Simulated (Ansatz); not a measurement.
Au: energy change per atom and pressure against volume scale

Results calculated with Ansatz 0.2.0, not measured. Plane-wave DFT, scalar-relativistic PAW made under PBE with cores redone for the functional, no dispersion; the given relaxed cell is scaled uniformly, energy at zero smearing counts from the unscaled cell, pressure at the given Fermi-Dirac smearing is positive in compression.

The cell before it is scaled or strained (space group Pm-3m, No. 221):
```
cell vectors (Å)
   2.8159     0.0000     0.0000
   0.0000     2.8159     0.0000
   0.0000     0.0000     2.8159
atoms (fractions of the cell vectors)
Au  0.00000  0.00000  0.00000
```

Settings of every row: spin polarised no; functional BLYP; wave cutoff 420 eV; smearing width 0.1 eV; k mesh 13x13x13.

Atom starting moment: 0 on all atoms.

Limits: no spin-orbit coupling, which can matter with elements this heavy; the cell comes from a prototype or a list of computed structures and needn't be the stable phase.

```csv
row,volume scale,V (Å³/atom),energy change per atom (meV),pressure (GPa)
1,0.88,19.649,110.39,15.15
2,0.92,20.542,?,?
3,0.96,21.435,10.02,3.77
4,1.04,23.221,8.36,-2.85
5,1.08,24.114,30.58,-5.01
6,1.12,25.007,63.26,-6.63
```

Question: what energy change per atom and pressure should row 2 give?

Worked fit of energy change per atom. Take u = (V_r/V)^(2/3) − 1 with V_r = 23.221 Å³ an atom, which is twice the finite (Eulerian) strain; such expansions in the strain, on which the Birch-Murnaghan equation of state is built, carry the rest volume and the bulk modulus. The shown rows have u = 0.11779, 0.0548, 0, -0.02484, -0.0482. Least squares give energy change per atom = 6.975 − 594.123 × u + 12457.41 × u² meV; a straight line predicts inner rows, each left out in turn, worse (root mean square 42 against 3 meV). The rows lie off it by 0.56, -1.81, 1.38, 1.16, -1.29 (root mean square 1.3 meV). The withheld row has u = 0.08516, so the fit gives 6.975 − 594.123 × (0.08516) + 12457.41 × (0.08516)² = 46.72 meV.

The calculation gave 44.32 meV. The fit lies 2.40 meV (5.4 % of the value, 2.4 % of the column's range) above it; its largest miss of a shown row is 1.81 meV.

Worked fit of pressure. Take u = (V_r/V)^(2/3) − 1 with V_r = 23.221 Å³ an atom, which is twice the finite (Eulerian) strain; such expansions in the strain, on which the Birch-Murnaghan equation of state is built, carry the rest volume and the bulk modulus. The shown rows have u = 0.11779, 0.0548, 0, -0.02484, -0.0482. Least squares give pressure = −2.92 + 98.137 × u + 467.18 × u² GPa; a straight line predicts inner rows, each left out in turn, worse (root mean square 1.6 against 0.15 GPa). The rows lie off it by 0.03, -0.09, 0.07, 0.06, -0.07 (root mean square 0.067 GPa). The withheld row has u = 0.08516, so the fit gives −2.92 + 98.137 × (0.08516) + 467.18 × (0.08516)² = 8.83 GPa.

The calculation gave 8.71 GPa. The fit lies 0.12 GPa (1.4 % of the value, 0.55 % of the column's range) above it; its largest miss of a shown row is 0.09 GPa.
